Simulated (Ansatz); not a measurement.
# CdSe4 polymorphs, one row open

Theory: DFT PBE, scalar-relativistic, plane waves, PAW (Ansatz 0.2.0). All cells share a 420 eV cutoff and Γ-centred k meshes spaced about 0.3 Å⁻¹ or finer (0.25 for metals, 2π included). No spin polarisation.

Temperature and zero-point effects are left out. Rows are sorted by volume; energies count from the lowest form computed. Coordination counts Se atoms around Cd (those within 1.25 times the shortest such distance or 1.15 times the sum of covalent radii, 1.27 where that leaves under three; a plus sign parts nearer from farther groups). The table shows 5 of 6 forms computed.

| row | form | source | atoms | coordination | V (Å³/atom) | gap on mesh (eV) | ΔE (meV/atom) |
| --- | --- | --- | --- | --- | --- | --- | --- |
| 1 | R-3m | invented | 5 | Cd 6 | 23.2 | 0 | 24 |
| 2 | I4/mmm | invented | 5 | Cd 8 | 27.3 | 0 | 125 |
| 3 | I4/mmm | invented | 5 | Cd 8 | 27.8 | 0 | ? |
| 4 | P2_1/c | invented | 10 | Cd 2+2 | 29.9 | 0.68 | 0 |
| 5 | I4/m | invented | 5 | Cd 4 | 30.3 | 0 | 61 |

The cell of row 3:

```yaml
crystal:
  lattice:
    - [-2.52501, 2.52501, 5.45508]
    - [2.52501, -2.52501, 5.45508]
    - [2.52501, 2.52501, -5.45508]
  atoms:
    - { symbol: Cd, position: [0.50000, 0.50000, 0.00000] }
    - { symbol: Se, position: [0.35403, 0.85403, 0.50000] }
    - { symbol: Se, position: [0.85403, 0.35403, 0.50000] }
    - { symbol: Se, position: [0.64597, 0.14597, 0.50000] }
    - { symbol: Se, position: [0.14597, 0.64597, 0.50000] }
```

Question: How far above the lowest form does the open row lie?

Answer: 109 meV/atom, which puts it above row 5 and below row 2. Counting Se atoms around Cd, row 3 has Cd 8 and the lowest form (row 4) has Cd 2+2. Row 3 holds Se–Se pairs (shortest 2.27 Å); the lowest form (row 4) holds Se–Se units of three or more atoms (shortest 2.37 Å).

An observed structure of this formula, if there is one, may be missing.

The k mesh leaves some 4 meV/atom of noise in the energy of each metallic cell. Kohn–Sham gaps at this level usually fall short of measured ones. Cells relaxed within their symmetry can be saddle points. Some candidate types were left out of the draw beforehand, so a known form may be missing.

The lowest form is also the only one with a gap, and electron counting offers a likely reason. Cadmium gives up two electrons per four seleniums, which is what a Se₄²⁻ chain needs to close its shell. The longer Se–Se units of row 4 are compatible with that count, though their exact length isn't given. In row 3 the same two electrons are shared between two Se₂ pairs, leaving each one short of Se₂²⁻. The π* levels are then only partly filled, in keeping with both the metallic state and the short 2.27 Å bond.

Cadmium's filled d shell and its fairly covalent bonding to selenium also favour few, close neighbours, so eightfold coordination probably adds to the cost of rows 2 and 3. Coordination alone doesn't set the order, however: six-coordinate row 1 lies below four-coordinate row 5. The ranking concerns CdSe₄ forms only and doesn't show that any of them would survive against separation into CdSe and elemental selenium.
